The band gap is the energy between the highest filled and the lowest empty electron state. Here it is the Kohn–Sham gap of GaSb, computed with PBEsol without spin–orbit coupling, at fixed atoms. V is the volume per atom and d the shortest Ga–Sb distance. All six cells keep the same cubic zincblende shape, so only the bond length changes: the first three are compressed and the last three stretched relative to the calculation's own zero-pressure volume. In the gapped cells both band edges lie at the zone centre, which is a point of the k mesh, though the mesh alone cannot exclude a crossing between its points. The run at 29.991 Å³ also names a PAW set of its own, but its zero gap agrees with those of the two larger cells.

Ansatz 0.2.0, scalar-relativistic PBEsol with PAW and plane waves (cutoff 420 eV), no spin polarization: zincblende GaSb at fixed atoms, 12×12×12 k mesh, Gaussian smearing of 0.1 eV. The band gap is the Kohn–Sham gap on the k mesh, counted as zero where a band crosses the Fermi level or the gap is under half the smearing width.

```
volume (Å³/atom)  shortest distance (Å)  band gap (eV)
          27.075                  2.600          0.380
          27.136                  2.602          0.364
          27.354                  2.609          0.305
          29.991                  2.691          0.000
          31.260                  2.728          0.000
          32.313                  2.758          0.000
```

From the first row to the third the bond grows by only 0.34 %, yet the gap loses 20 % of its value. In all three stretched cells it is zero. Two things need explaining: why so small a stretch costs so much, and why the gap then stays at zero.

A tempting answer is that longer bonds are weaker bonds, and that the gap measures the strength of the bond. Couplings between neighbouring orbitals fall roughly as 1/d², so the gap should fall in the same proportion. That rule gives a loss of 0.7 % where the calculation finds 20 %. It would also leave more than 0.3 eV in every stretched cell, so the numbers rule it out.

The better answer starts from the free atoms, where the s levels lie below the p levels. In the crystal, coupling between neighbouring s orbitals pushes an antibonding s level up, and it becomes the bottom of the conduction band. Coupling between p orbitals pushes a bonding p level down, and it becomes the top of the valence band. The gap is what remains of the two pushes after the atomic s–p distance has been overcome:

gap = (push on s + push on p) − atomic s–p distance

Expansion weakens both pushes and leaves the atomic distance nearly as it was. The crystal drifts back towards the atomic order, with s below p.

This explains the steepness, because a small remainder inherits the full change of a large sum. Simple tight-binding theory puts the two pushes together at the order of 10 eV. If they scale as 1/d², the step from the first row to the third removes 0.7 % of them:

0.007 × 10 eV = 0.07 eV

The table gives 0.380 − 0.305 = 0.075 eV. The estimate uses no gap from the table, but its 10 eV is a round figure, so only the order of magnitude counts.

The same tight-binding theory, worked out with rough parameters, gives a slope of −5.4 eV per unit of ln V. A straight line through the three gapped rows gives −7.3 eV. For the gap itself the theory fails badly, with 2.3 eV instead of about 0.4 eV. The reason is again the small remainder: a modest error in either large term is a huge error in their difference. The output printed below compares the models row by row.

The zeros could still have a duller cause. The gap is reported as zero when it falls below half the smearing width, or when the bands simply overlap. But in the stretched cells the highest filled and lowest empty bands, counted by number of electrons, are less than 10⁻¹⁰ eV apart. That is neither a small gap nor an overlap, which would make the difference negative. Bands that touch at three different volumes point to a degeneracy enforced by symmetry.

Theory supplies a natural candidate. Once the antibonding s level has dropped below the p level, it takes two electrons. The p level is threefold degenerate and has room for six, but only four are left for it. Its filled and empty parts have the same energy, so the gap stays pinned at zero as the s level sinks further, unless a band elsewhere in the zone comes to overlap with it. Spin–orbit coupling would split this triplet, but in a cubic crystal with the inverted order the touching would survive.

The line through the gapped rows closes the gap near V = 28.5 Å³, between the last gapped row and the first gapless one. This volume should not be carried over to real GaSb, which is a semiconductor with a gap of roughly 0.7 eV at ambient pressure. Even the most compressed cell here falls well short of that. Missing spin–orbit coupling is not the excuse, since it would lower the computed gaps by roughly another 0.25 eV. The functional places the s level too low relative to the p level, so the crossing comes too early.

In practice, a computed gap of this kind is only as good as the volume behind it: near the gapped cells, 1 % in volume shifts it by about 0.07 eV. A strain slope should be taken only from cells that still have a gap, because a pinned zero no longer follows the s level. The touching bands speak strongly for a crossed order in the stretched cells, since an s level still above a full p level would touch it only by accident, not at three volumes. No output here shows the order directly, though. The signed s–p separation at the zone centre, with the orbital character of each level, would settle whether they have really crossed.

Numerical output:

```
fit of band_gap on 3 rows (vol < 28): constant 0.3802 +/- 0.00029, coefficient of lnv -7.331 +/- 0.047; rms 0.000208, worst 27.136 -0.00028, leave-one-out rms 0.00129
  rows outside the fit (model, value, miss): 29.991 -0.3696, 0, -0.37; 31.26 -0.6735, 0, -0.673; 32.313 -0.9163, 0, -0.916
fit of band_gap on 3 rows (vol < 28): constant -10.66 +/- 0.078, coefficient of hop 11.04 +/- 0.078; rms 0.000228, worst 27.136 -0.000306, leave-one-out rms 0.00141
  rows outside the fit (model, value, miss): 29.991 -0.3472, 0, -0.347; 31.26 -0.6282, 0, -0.628; 32.313 -0.8472, 0, -0.847
Rival rules against the computed gap:
     row  pressure_GPa  gap_eV  proportional_rule_eV  line_in_lnV_eV  constant_plus_d^-2_eV
  27.075          3.05    0.38                  0.38          0.3802                 0.3802
  27.136           2.9   0.364                0.3794          0.3637                 0.3637
  27.354          2.39   0.305                0.3774          0.3051                 0.3051
  29.991         -2.29       0                 0.355         -0.3696                -0.3472
   31.26          -3.8       0                0.3453         -0.6735                -0.6282
  32.313         -4.77       0                0.3377         -0.9163                -0.8472
Bond stretch from first to third row, %: 0.3423
Loss of gap from first to third row, %: 19.74
Loss by the proportional d^-2 rule, %: 0.6811
Largest raw gap in the stretched rows, eV: 5.976e-11
Closing volume by the line in ln V, A^3/atom: 28.52
Closing volume by constant plus d^-2, A^3/atom: 28.54
Tight-binding slope of gap per unit ln V (rough), eV: -5.437
Tight-binding gap itself (rough), eV: 2.31
First-row gap less rough spin-orbit lift, eV: 0.13
Third-row gap less rough spin-orbit lift, eV: 0.055
```
